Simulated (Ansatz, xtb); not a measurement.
## Relative energy of two isomers of C3H11BN2

Structure X is `CC(C)NBN`, a singlet and structure Y is `CCNB(C)N`, a singlet. Both are isolated molecules in the gas phase, relaxed with PBE0-D3(BJ)/def2-SVP; each stands in its lowest conformer found.

Task: Which of the two would you expect CCSD(T)/def2-SVP + ΔMP2/def2-TZVPP electronic energies to favour?

Result: Structure Y; the calculation gives E(Y) − E(X) = −6.5 kcal/mol.

How the difference moves with the method:

```
                             level              geometry  E(Y) − E(X) (kcal/mol)  departure from the last row (kcal/mol)  job, with rough time for the two
                          GFN2-xTB              GFN2-xTB                      +6.4                                   +12.9              optimisation, 0.35 s
                         HF/STO-3G              GFN2-xTB                      −6.6                                    −0.2              single point, 0.32 s
                r2SCAN-D4/def2-SVP              GFN2-xTB                      −7.2                                    −0.7               single point, 3.3 s
              PBE0-D3(BJ)/def2-SVP  PBE0-D3(BJ)/def2-SVP                      −7.0                                    −0.6                optimisation, 62 s
                       HF/def2-SVP  PBE0-D3(BJ)/def2-SVP                      −7.3                                    −0.8           part of the CCSD(T) run
                      MP2/def2-SVP  PBE0-D3(BJ)/def2-SVP                      −5.3                                    +1.2           part of the CCSD(T) run
                  CCSD(T)/def2-SVP  PBE0-D3(BJ)/def2-SVP                      −5.2                                    +1.2                      single point
CCSD(T)/def2-SVP + ΔMP2/def2-TZVPP  PBE0-D3(BJ)/def2-SVP                      −6.5                                                        single point, 58 s
```

As drawn, Y has 1 C–B, 1 C–H in place of 1 C–C, 1 B–H.

GFN2-xTB puts the two in the other order. The largest departure from CCSD(T)/def2-SVP + ΔMP2/def2-TZVPP is that of GFN2-xTB, 12.9 kcal/mol. The last row adds to CCSD(T) the change of the MP2 difference between the two basis sets, here −1.2 kcal/mol.

With thermal terms from frequencies at re-optimised GFN2-xTB minima (ideal gas, soft modes damped towards free rotors, one conformer each, 298.15 K, 1 atm): on the last row, ΔE + ΔZPE = −6.3, ΔH = −5.9, ΔG = −7.0 kcal/mol.

The correlated steps freeze 6 core orbitals. Programs: Ansatz 0.2.0, xtb 6.7.1; the last row on 4 threads of Arm Neoverse V1 on a shared host.

Y is favoured because moving a methyl group from carbon to boron trades a C–C and a B–H bond for a C–B and a C–H bond. The strong C–H bond and the polar C–B bond probably outweigh the loss of branching at the carbon next to nitrogen. Both isomers keep the N–B–N unit, so nitrogen π donation into the empty boron p orbital should largely cancel, leaving methyl hyperconjugation a minor role.

Correlation is not the source of the preference: in the smaller basis, it reduces the gap from −7.3 to −5.2 kcal/mol, consistent with greater medium-range correlation in the branched alkyl group. The reversed order from GFN2-xTB lies in its energy function rather than its structures, since r2SCAN-D4 favours Y at the same geometries; its description of the exchanged boron bonds is the likely culprit. The close agreement of HF/STO-3G must be error cancellation. Thermal terms preserve the order, but the preference implies no easy conversion of X into Y, which would require breaking strong covalent bonds.
